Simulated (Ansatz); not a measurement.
Nb: pressure and energy change per atom against volume scale

Plane-wave DFT, scalar-relativistic PAW made under PBE with cores redone for the functional, no dispersion; the given relaxed cell is scaled uniformly, energy at zero smearing counts from the unscaled cell, pressure at the given Fermi-Dirac smearing is positive in compression. The results are calculated, by Ansatz 0.2.0.

The cell before it is scaled or strained (space group Im-3m, No. 229):
```
CELL_PARAMETERS angstrom
-1.62310 1.62310 1.62310
1.62310 -1.62310 1.62310
1.62310 1.62310 -1.62310
ATOMIC_POSITIONS crystal
Nb 0.00000 0.00000 0.00000
```

Settings of every row: spin polarised no; functional LDA; wave cutoff 420 eV; smearing width 0.1 eV; k mesh 22x22x22.

Atom starting moment: 0 on all atoms.

```csv
row,volume scale,V (Å³/atom),pressure (GPa),energy change per atom (meV)
1,0.88,15.051,31.03,179.55
2,0.92,15.736,18.89,75.55
3,0.96,16.42,8.83,18.3
4,1.04,17.788,?,?
5,1.08,18.472,-12.36,55.95
6,1.12,19.156,-17.17,120.27
```

Question: what pressure and energy change per atom should row 4 give?

Worked fit of pressure. Take u = (V_r/V)^(2/3) − 1 with V_r = 16.42 Å³ an atom, which is twice the finite (Eulerian) strain; such expansions in the strain, on which the Birch-Murnaghan equation of state is built, carry the rest volume and the bulk modulus. The shown rows have u = 0.05975, 0.02877, 0, -0.0755, -0.09764. Least squares give pressure = 8.825 + 331.42 × u + 669.3 × u² GPa; a straight line predicts inner rows, each left out in turn, worse (root mean square 1.8 against 0.032 GPa). The rows lie off it by 0.01, -0.02, 0.01, 0.02, -0.02. The pressure vanishes at u = -0.0282, or V = 17.14 Å³ an atom, and there the bulk modulus at fixed shape and fractions is B = −V dP/dV = (2/3)(1 + u) dP/du = 190 GPa. The withheld row has u = -0.05195, so the fit gives 8.825 + 331.42 × (-0.05195) + 669.3 × (-0.05195)² = -6.59 GPa.

The calculation gave -6.55 GPa. The fit lies 0.04 GPa (0.083 % of the column's range) below it; its largest miss of a shown row is 0.02 GPa.

Worked fit of energy change per atom. Take u = (V_r/V)^(2/3) − 1 with V_r = 16.42 Å³ an atom, which is twice the finite (Eulerian) strain; such expansions in the strain, on which the Birch-Murnaghan equation of state is built, carry the rest volume and the bulk modulus. The shown rows have u = 0.05975, 0.02877, 0, -0.0755, -0.09764. Least squares give energy change per atom = 18.256 + 1284.81 × u + 23791.2 × u² meV; a straight line predicts inner rows, each left out in turn, worse (root mean square 63 against 1.1 meV). The rows lie off it by -0.41, 0.64, 0.04, -0.92, 0.65 (root mean square 0.61 meV). The withheld row has u = -0.05195, so the fit gives 18.256 + 1284.81 × (-0.05195) + 23791.2 × (-0.05195)² = 15.72 meV.

The calculation gave 14.33 meV. The fit lies 1.39 meV (9.7 % of the value, 0.84 % of the column's range) above it; its largest miss of a shown row is 0.92 meV.
